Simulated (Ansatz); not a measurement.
# Decay of the tunnelling density with sample bias on Br- and Li-covered Ru(0001)-(2x1), PBE

Turning a change of tunnelling current into a change of tip height requires a decay constant, and the decision is whether one value can serve at every bias. The question is how κ, the decay constant of the density between the Fermi level and the sample bias, changes with that bias on Ru(0001)-(2x1) covered with Br or with Li. The yardstick is κ₀, the decay constant of a free electron at the top of the energy window with no momentum along the surface, its barrier measured up to the vacuum level. The two overlayers give work functions of 4.28 eV (Br) and 2.19 eV (Li), so the same bias is a very different fraction of the barrier.

## Set-up

Ansatz 0.2.0, plane-wave Kohn-Sham DFT with its default PAW datasets at cutoffs of 420 eV, level as listed. Slabs and stacks are built by hand and relaxed; a single point with 17 Å of vacuum, a dipole correction, Fermi-Dirac smearing of 0.05 eV and meshes of 12 points along the first in-plane vector gives the density of the states between the Fermi level and the sample bias. Its planar mean n(z) is fitted as exp(−2κz) between 3 and 5 Å above the top atom. Spin-paired, no spin-orbit coupling.

Notes on method and selection:

- A free electron at the Fermi level with no momentum along the surface decays with κ₀ = 0.5123·√Φ Å⁻¹, Φ in eV; momentum along the surface raises κ, and the slow approach of the potential to the vacuum level lowers it.
- The tip is left out (Tersoff-Hamann).
- Slabs this thin have discrete subbands, so κ depends on which of them fall in the window.
- Windows narrower than 0.1 V hold too few states on these meshes and are not listed; a blank corrugation was not computed at that height.
- Runs in which the search for lower states was switched off are not listed.
- Work functions and vacuum levels are read from the electrostatic potential (Hartree and local ionic parts), which a warning of a rough exchange-correlation potential in thin density does not concern.
- Sites and patterns name the starting structure; atoms can leave their sites in the relaxation.
- The default PAW datasets of this version of Ansatz are the set soft_2.
- Runs that did not converge, have known faults or may not be shown are not listed, and runs on Ansatz's PAW sets soft_1 and soft_2 are kept to separate tables.

Columns:

- bias (V): sample bias; negative images filled states.
- κ₀ of window top (Å⁻¹): 0.5123·√(Φ − E) for the highest energy E in the window, from the Fermi level.
- κ (Å⁻¹): decay constant κ of the window's density.
- corrugation (Å): corrugation at constant current, set to the mean density at the first listed height.

## The series

| member | surface | bias (V) | κ₀ of window top (Å⁻¹) | κ (Å⁻¹) | corrugation (Å) |
| --- | --- | --- | --- | --- | --- |
| −2 V | Ru(0001)-(2x1)-Br, hcp site (PBE, Φ 4.28 eV, 3 Å) | −2.0 | 1.060 | 1.314 | 0.925 |
| −1 V | Ru(0001)-(2x1)-Br, hcp site (PBE, Φ 4.28 eV, 3 Å) | −1.0 | 1.060 | 1.279 | 0.967 |
| −0.3 V | Ru(0001)-(2x1)-Br, hcp site (PBE, Φ 4.28 eV, 3 Å) | −0.3 | 1.060 | 1.224 | 0.847 |
| +0.3 V | Ru(0001)-(2x1)-Br, hcp site (PBE, Φ 4.28 eV, 3 Å) | 0.3 | 1.022 | 1.128 | 0.698 |
| +1 V | Ru(0001)-(2x1)-Br, hcp site (PBE, Φ 4.28 eV, 3 Å) | 1.0 | 0.928 | 1.107 | 0.761 |
| +2 V | Ru(0001)-(2x1)-Br, hcp site (PBE, Φ 4.28 eV, 3 Å) | 2.0 | 0.774 | 0.965 | 0.755 |
| −1 V | Ru(0001)-(2x1)-Li, fcc site (PBE, Φ 2.19 eV, 3 Å) | −1.0 | 0.759 | 0.830 | 0.258 |
| −0.5 V | Ru(0001)-(2x1)-Li, fcc site (PBE, Φ 2.19 eV, 3 Å) | −0.5 | 0.759 | 0.829 | 0.249 |
| −0.1 V | Ru(0001)-(2x1)-Li, fcc site (PBE, Φ 2.19 eV, 3 Å) | −0.1 | 0.759 | 0.799 | 0.252 |
| +0.1 V | Ru(0001)-(2x1)-Li, fcc site (PBE, Φ 2.19 eV, 3 Å) | 0.1 | 0.741 | 0.698 | 0.378 |
| +0.5 V | Ru(0001)-(2x1)-Li, fcc site (PBE, Φ 2.19 eV, 3 Å) | 0.5 | 0.667 | 0.636 | 0.462 |
| +1 V | Ru(0001)-(2x1)-Li, fcc site (PBE, Φ 2.19 eV, 3 Å) | 1.0 | 0.560 | 0.620 | 0.694 |

## Reading the trend

From the most negative to the most positive bias, κ falls from 1.314 to 0.965 Å⁻¹ on the Br-covered surface and from 0.830 to 0.620 Å⁻¹ on the Li-covered one. For Br, without the field of a tip, a tenfold change of current then corresponds to 2.303 / (2 × 1.314) = 0.88 Å of height at −2 V, but to 2.303 / (2 × 0.965) = 1.19 Å at +2 V.

A simple model follows from four assumptions.

First, the potential in the fitted region is flat and equal to the vacuum level. A state at energy $E$ above the Fermi level, with momentum $\hbar q$ along the surface, then has the form $e^{i\mathbf{q}\cdot\mathbf{r}}e^{-\kappa z}$. Inserting it into the Schrödinger equation gives

$$\frac{\hbar^2}{2m}\left(q^2-\kappa^2\right)=E-\Phi ,\qquad \kappa^2=\frac{2m(\Phi-E)}{\hbar^2}+q^2 .$$

The first term on the right is $\kappa_0^2$.

Second, the slowest-decaying states, those at the top of the window, carry the density. The top is the Fermi level at negative bias and the bias energy at positive bias.

Third, the spread of $q^2$ among these states is replaced by one number $s$. Since a real barrier still lies below the vacuum level near the surface, $s$ also absorbs that lowering and may be negative.

Fourth, $s$ does not depend on bias. The result is

$$\kappa(V)^2=\kappa_0(V)^2+s ,$$

with two parameters for each surface, $\Phi$ and $s$.

The model predicts a constant κ for filled states and a falling κ for empty states, because a higher window top leaves a lower barrier. It also places Li below Br: at −1 V the work functions alone account for 1.060 − 0.759 = 0.301 Å⁻¹ of the difference of 1.279 − 0.830 = 0.449 Å⁻¹.

## Testing the model

The offset $s$ is fixed on the narrowest filled-state window of each surface, −0.3 V for Br and −0.1 V for Li:

- Br: $s$ = 1.224² − 1.060² = 0.3746 Å⁻²
- Li: $s$ = 0.799² − 0.759² = 0.0623 Å⁻²

Four empty-state windows then follow from their κ₀:

- Br, +1 V: √(0.928² + 0.3746) = 1.112 Å⁻¹; the table has 1.107, so the model is 0.005 too high.
- Br, +2 V: √(0.774² + 0.3746) = 0.987 Å⁻¹; the table has 0.965, so the model is 0.022 too high.
- Li, +0.5 V: √(0.667² + 0.0623) = 0.712 Å⁻¹; the table has 0.636, so the model is 0.076 too high.
- Li, +1 V: √(0.560² + 0.0623) = 0.613 Å⁻¹; the table has 0.620, so the model is 0.007 too low.

Over the five rows of each surface not used for fixing $s$, the mean absolute miss is about 0.05 Å⁻¹ for Br and for Li alike. The mean absolute scatter of the same rows about their own average is roughly 0.11 and 0.09 Å⁻¹, so the model removes about half of it. For Li most of this gain comes from κ₀ itself: with $s$ = 0 the mean miss is only slightly larger, roughly 0.055 Å⁻¹. The close agreement for Li at +1 V is therefore weak support for a constant $s$, given the large miss at +0.5 V.

## Exceptions

For filled states the model is too low at larger bias: by 1.279 − 1.224 = 0.055 Å⁻¹ for Br at −1 V, by 1.314 − 1.224 = 0.090 Å⁻¹ at −2 V, and by about 0.03 Å⁻¹ for Li at −0.5 and −1 V. Here the second assumption fails. With the Br parameters, a state 1 eV below the Fermi level still has roughly 0.4 of the weight of one at the Fermi level 4 Å out, if both start equal at the top atom. Such deeper states decay faster and raise κ.

For empty states close to the Fermi level the model is too high, by roughly 0.06 Å⁻¹ for Br at +0.3 V and by roughly 0.08 Å⁻¹ for Li at +0.1 V. Here the fourth assumption fails: $s$ would have to be smaller than in the filled-state window on the other side of the Fermi level. On Li, κ even lies below κ₀ at +0.1 V (0.698 against 0.741 Å⁻¹) and at +0.5 V. Momentum along the surface cannot cause that, whereas a barrier still below the vacuum level can. The discrete subbands of a thin slab may add to the jump, and the exchange-correlation potential, reported as rough in the thin density of both surfaces, may distort the fitted tail.

## What to take away

Within the listed biases, up to 2 V either way for Br and 1 V for Li, one decay constant does not describe the tip-free density at both signs of bias. For the filled states of the Li-covered surface alone, 0.82 Å⁻¹ fits all three windows to about 0.02 Å⁻¹.

The omitted tip matters about as much as the whole trend. With a tip of equal work function, and the barrier averaged across the gap, its field would bring κ₀ for Br at both −2 and +2 V to 0.5123·√(4.28 − 1.00) = 0.928 Å⁻¹, a shift of −0.13 and +0.15 Å⁻¹, which cancels the bias dependence of κ₀ between them. On Li, a tip with a work function of roughly 4.5 eV would raise the mean barrier, and κ₀ near zero bias by roughly 0.2 Å⁻¹. The tabulated κ thus describes the bare surface rather than a measured current-distance slope, and whether one value could serve in a real junction stays open.
